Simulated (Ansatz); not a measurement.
# Ligand exchange: HBr + SiH2(CH3)(OH) → H2O + SiH2(CH3)Br

Species: HBr (hydrogen bromide), singlet; SiH2(CH3)(OH), singlet; H2O (water) `O`, singlet; SiH2(CH3)Br, singlet. The partners trade Br for OH: H–Br and Si–OH bonds give way to H–OH and Si–Br.

Shapes, held fixed at every level: PBE0-D4/def2-TZVP. Flexible molecules stand in one conformer, not always the lowest. Programs: Ansatz 0.2.0. The zero-point and thermal change to 298 K, harmonic and unscaled (PBE0-D4/def2-TZVP), is +7.8 kJ/mol.

```json
{"level": "HF/def2-TZVPP", "kind": "Hartree–Fock", "ΔH(298 K) (kJ/mol)": "+6.3", "less CCSD(T)/def2-TZVPP": "+4.2"}
{"level": "SPW92/def2-TZVPP", "kind": "LDA", "ΔH(298 K) (kJ/mol)": "+0.6", "less CCSD(T)/def2-TZVPP": "-1.5"}
{"level": "r2SCAN-D4/def2-TZVPP", "kind": "meta-GGA", "ΔH(298 K) (kJ/mol)": "-0.8", "less CCSD(T)/def2-TZVPP": "-2.9"}
{"level": "BHLYP-D4/def2-TZVPP", "kind": "global hybrid", "ΔH(298 K) (kJ/mol)": "+1.5", "less CCSD(T)/def2-TZVPP": "-0.6"}
{"level": "MP2/def2-TZVPP", "kind": "perturbation theory", "ΔH(298 K) (kJ/mol)": "-2.6", "less CCSD(T)/def2-TZVPP": "-4.7"}
{"level": "CCSD/def2-SVP", "kind": "coupled cluster or CI", "ΔH(298 K) (kJ/mol)": "+3.9", "less CCSD(T)/def2-TZVPP": "+1.8"}
{"level": "CCSD(T)/def2-TZVPP", "kind": "coupled cluster or CI", "ΔH(298 K) (kJ/mol)": "+2.1", "less CCSD(T)/def2-TZVPP": "0.0"}
```

The highest level, CCSD(T)/def2-TZVPP, gives ΔH(298 K) = +2.1 kJ/mol; the levels span -2.6 to +6.3. That is about zero within the method's error. They disagree on the sign: 5 of 7 are positive. The column of differences is taken from that level and isn't an error. No measured value is set beside it here. Relativity is left out for Br unless named. Correlated rows may include outer-core shells of Br, which these sets cover unevenly.

The exchange is close to thermoneutral in the gas phase because two large bond preferences nearly cancel. Silicon gives up a strong, highly polar Si–O bond for a weaker Si–Br bond, while hydrogen leaves a weak H–Br bond for a much stronger O–H bond. The vibrational and thermal term of +7.8 kJ/mol exceeds every listed reaction enthalpy, so the purely electronic exchange favours water and the bromosilane at all levels. Much of this opposing term probably comes from replacing the soft H–Br stretch with a stiff O–H stretch.

Hartree–Fock and MP2 bracket the coupled-cluster result, which suggests that second-order correlation overcorrects the mean-field balance. The near-zero enthalpy doesn't conflict with the ready hydrolysis of bromosilanes, the reverse reaction, since in water the solvation and ionisation of HBr strongly favour the silanol side. The enthalpies alone establish neither the position of the gas-phase equilibrium, which also depends on entropy, nor the rate of exchange.
